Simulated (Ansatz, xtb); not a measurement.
Ligand exchange: SnH3F + C3H10Si → SiH3(SnH3) + C3H7F

Species: SnH3F `[F][SnH3]`, singlet; C3H10Si `CC(C)[SiH3]`, singlet; SiH3(SnH3), singlet; C3H7F (2-fluoropropane) `CC(C)F`, singlet. The partners trade F for SiH3: Sn–F and C–SiH3 bonds give way to Sn–SiH3 and C–F.

Shapes, held fixed at every level: PBE0-D4/def2-TZVP. Programs: Ansatz 0.2.0, xtb 6.7.1. The zero-point and thermal change to 298 K, harmonic and unscaled (PBE0-D4/def2-TZVP), is +1.3 kJ/mol.

| level | kind | ΔH(298 K) (kJ/mol) | less CCSD(T)/def2-TZVPP | CPU time (sum over the molecules) |
| --- | --- | --- | --- | --- |
| GFN0-xTB | semi-empirical | -75.5 | -143.8 | 0.15 s |
| PBE-D4/def2-TZVPP | GGA | +60.6 | -7.7 | 25 s |
| r2SCAN-D4/def2-TZVPP | meta-GGA | +66.0 | -2.3 | 42 s |
| BHLYP-D4/def2-TZVPP | global hybrid | +67.3 | -1.0 | 27 s |
| PBE0-D4/def2-TZVPP | global hybrid | +59.7 | -8.6 | 27 s |
| wB97X-V/def2-TZVPP | range-separated hybrid | +69.0 | +0.7 | 75 s |
| CCSD(T)/def2-SVP | coupled cluster or CI | +58.7 | -9.6 | 30 s |
| CCSD/def2-SVP | coupled cluster or CI | +58.4 | -9.9 | – |
| CCSD(T)/def2-TZVPP | coupled cluster or CI | +68.3 | 0.0 | 11 min |

The highest level, CCSD(T)/def2-TZVPP, gives ΔH(298 K) = +68.3 kJ/mol; the levels span -75.5 to +69.0. They disagree on the sign: 8 of 9 are positive. GFN0-xTB strays far from the other rows. The column of differences is taken from that level and isn't an error. No measured value is set beside it here. For atoms past krypton def2 sets carry core potentials with scalar relativity. Correlated rows may include outer-core shells of Sn, which these sets cover unevenly. Times are processor times on shared x86 and Arm servers, and rough.

The exchange is clearly endothermic: fluorine prefers tin and the silyl group prefers carbon. With a thermal correction of only +1.3 kJ/mol, the preference lies in the bond energies. Sn–F is strongly polar, with a large ionic contribution, and C–Si also gains from a moderate electronegativity difference. The products keep a strong C–F bond but pair it with a nearly nonpolar Si–Sn bond, weakened by the poor overlap of diffuse valence orbitals. The opposite sign from GFN0-xTB contradicts this bonding pattern and probably reflects its non-self-consistent treatment of charge in the polar Sn–F bond.

In the smaller basis, triples shift the coupled-cluster enthalpy only from +58.4 to +58.7 kJ/mol, whereas enlarging the basis raises the CCSD(T) value to +68.3 kJ/mol. The direction of the exchange is therefore secure, but its exact magnitude is less so, as convergence beyond the larger basis remains untested. The reaction enthalpy sets an approximate lower limit on the forward barrier to ligand transfer but does not give its height.
